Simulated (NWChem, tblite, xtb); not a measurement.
## How methods differ on B2NH7 (SMILES B[NH2+][BH3-])

B2NH7 has 10 atoms, charge 0, and is taken as a singlet. SMILES: `B[NH2+][BH3-]`. The coordinates come from a GFN2-xTB relaxation.

| atom | x (Å) | y (Å) | z (Å) |
| --- | --- | --- | --- |
| B | -0.2019 | 0.0845 | -1.0023 |
| N | -0.2624 | 0.7231 | 0.4103 |
| B | 0.4072 | -0.6470 | 0.6852 |
| H | -1.2622 | -0.2051 | -1.4275 |
| H | 0.5550 | 0.6266 | -1.7253 |
| H | -1.1811 | 0.8680 | 0.8034 |
| H | 0.3043 | 1.5450 | 0.5614 |
| H | -0.2784 | -1.3888 | 1.2920 |
| H | 1.5402 | -0.5590 | 0.9973 |
| H | 0.3793 | -1.0472 | -0.5946 |

Quantity: the dipole moment, in D. The values are calculated.

```tsv
level	kind	program	value (D)	CPU time
GFN2-xTB	semi-empirical	tblite	2.75	under 2 s
GFN0-xTB	semi-empirical	xtb	2.96	under 2 s
GFN1-xTB	semi-empirical	xtb	3.02	under 2 s
IPEA1-xTB	semi-empirical	tblite	3.17	under 2 s
HF/def2-SVP	Hartree–Fock	NWChem	2.81	5 s
BLYP/6-31G	GGA	NWChem	2.87	25 s
PBE/pcseg-1	GGA	NWChem	2.79	47 s
B3LYP/6-31G* (spherical functions)	global hybrid	NWChem	2.85	36 s
B3LYP/6-31G* (Cartesian functions)	global hybrid	NWChem	2.84	39 s
PBE0/def2-SVP	global hybrid	NWChem	2.79	17 s
```

The values span 2.75 to 3.17 D. Magnitudes only. Sets without polarisation functions give poor dipoles. Times are those of the runs behind each value, whatever else they computed, on shared processors of several kinds: orders of magnitude only.

The coordinates describe a ring rather than the open chain implied by the SMILES: one hydrogen sits almost equally far from both borons, as in μ-aminodiborane, with a three-centre two-electron B–H–B bond opposite the NH2 bridge. This arrangement accounts for the sizeable dipole. Nitrogen donates its lone pair to the electron-poor B2H5 unit, leaving protic hydrogens on the nitrogen side and hydridic ones on boron, so the bond contributions add up along the axis from the bridging hydrogen to nitrogen.

Hartree–Fock and the density functionals agree closely, from 2.79 to 2.87 D, which suggests that the polarity is set mainly by this bonding pattern and depends little on the treatment of exchange and correlation. Both extremes of the full range are tight-binding values, probably reflecting how each parametrisation distributes charge among B, N and H. The closeness of GFN2-xTB to the Hartree–Fock and density-functional values is no proof of general accuracy, and none of the values describes the open-chain isomer.
